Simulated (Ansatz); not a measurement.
# Nb₂O: pressure against volume per atom

All results are calculated (Ansatz 0.2.0 development build). Equation of state of a cubic crystal from periodic Kohn-Sham density functional theory without spin; pressure corrected for the finite basis.

Cell of the first row (space group Fm-3m, No. 225):
```
Nb2O
1.0
      0.0000     2.7300     2.7300
      2.7300     0.0000     2.7300
      2.7300     2.7300     0.0000
Nb O
2 1
Direct
  0.25000 0.25000 0.25000
  0.75000 0.75000 0.75000
  0.00000 0.00000 0.00000
```

Settings of every row: formula Nb2O; structure type antifluorite; functional PBE; spin treatment none; k mesh 34x34x34; occupation method fermi-dirac; occupation width 0.061225619 eV; wave cutoff 420 eV; datasets soft-1 PAW; density cutoff ratio 4.

Limits: a cubic model structure, not a phase known at ambient conditions.

| row | volume per atom (Å³) | pressure (GPa) | energy above lowest point (meV/atom) |
| --- | --- | --- | --- |
| 1 | 13.564 | 11.518 | 29.35 |
| 2 | 13.852 | 7.25 | 12.52 |
| 3 | 14.141 | 3.41 | 2.97 |
| 4 | 14.429 | ? | ? |
| 5 | 14.718 | -3.167 | 2.94 |
| 6 | 15.007 | -5.983 | 11.22 |
| 7 | 15.295 | -8.524 | 24.33 |

Question: what pressure should row 4 give?

Worked fit of pressure. Take u = (V_r/V)^(2/3) − 1 with V_r = 14.43 Å³ an atom, which is twice the finite (Eulerian) strain; such expansions in the strain, on which the Birch-Murnaghan equation of state is built, carry the rest volume and the bulk modulus. The shown rows have u = 0.04212, 0.02763, 0.01358, -0.01309, -0.0258, -0.03807. Least squares give pressure = −0.0552 + 245.961 × u + 648.7 × u² + 823 × u³ GPa; a parabola predicts inner rows, each left out in turn, worse (root mean square 0.018 against 0.0054 GPa). The rows lie off it by 0.001, -0.003, 0.003, -0.001, 0.000, 0.000. The pressure vanishes at u = 0.0002, or V = 14.43 Å³ an atom, and there the bulk modulus at fixed shape and fractions is B = −V dP/dV = (2/3)(1 + u) dP/du = 164 GPa. The withheld row has u = 5e-05, so the fit gives −0.0552 + 245.961 × (5e-05) + 648.7 × (5e-05)² + 823 × (5e-05)³ = -0.043 GPa.

The calculation gave -0.048 GPa. The fit lies 0.005 GPa (10 % of the value, 0.025 % of the column's range) above it; its largest miss of a shown row is 0.003 GPa.

The other values of row 4: energy above lowest point 0 meV/atom.
